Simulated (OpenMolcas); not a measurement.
## A ladder of methods for CH2FNOSi (SMILES O=C=N[SiH2]F)

The species is CH2FNOSi (7 atoms), meant as a singlet with charge 0. As SMILES, `O=C=N[SiH2]F`. Geometry: relaxed at PBE0-D4/def2-TZVP. This is one conformer, not always the lowest.

```xyz
7

O    -0.5738   -2.9080   -0.5520
C    -0.3069   -1.8169   -0.2561
N    -0.0190   -0.7062    0.0761
Si    0.2121    0.9683    0.1889
F    -0.4202    1.6710   -1.0910
H    -0.4903    1.4703    1.3848
H     1.6593    1.2536    0.2037
```

Each level gives the vertical ionisation energy (to the doublet cation) (eV). The values are calculated.

```tsv
level	kind	program	value (eV)	less CCSD(T)/cc-pVDZ
revPBE/cc-pVDZ	GGA	OpenMolcas	10.51	-0.54
TPSS/cc-pVDZ	meta-GGA	OpenMolcas	10.63	-0.42
r2SCAN/cc-pVDZ	meta-GGA	OpenMolcas	10.80	-0.25
B3LYP/cc-pVDZ	global hybrid	OpenMolcas	10.94	-0.11
BHLYP/cc-pVDZ	global hybrid	OpenMolcas	11.17	+0.12
M06-2X/cc-pVDZ	hybrid meta-GGA	OpenMolcas	11.34	+0.29
PBE0/cc-pVDZ	global hybrid	OpenMolcas	11.00	-0.05
CCSD(T)/cc-pVDZ, open shells restricted	coupled cluster or CI	OpenMolcas	11.05	0.00
```

Differences are taken from CCSD(T)/cc-pVDZ, open shells restricted for orientation; it has basis-set and higher-order errors of its own. The values span 10.51 to 11.34 eV.

The vertical ionisation energy rises from the semilocal functionals to the hybrids, and among the hybrids it follows the share of exact exchange, from B3LYP through PBE0 and BHLYP to M06-2X. Exchange admixture isn't the whole story, since revPBE and r2SCAN, both without it, already differ noticeably. The low semilocal values probably reflect over-stabilisation of a cation whose hole is spread over the isocyanate group. PBE0 comes closest to the coupled-cluster value, at 11.00 against 11.05 eV, but agreement for one molecule may owe something to error cancellation and doesn't establish a general ranking.

The electron most likely leaves a non-bonding π orbital of the NCO unit, with its weight on nitrogen and oxygen, rather than a Si–F or Si–H bonding orbital. Because the Si–N–C–O skeleton is nearly linear, the in-plane and out-of-plane members of this π pair should lie close in energy. A single ionisation energy per method therefore doesn't settle which component is ionised first, or how strongly the two cation states couple through bending.
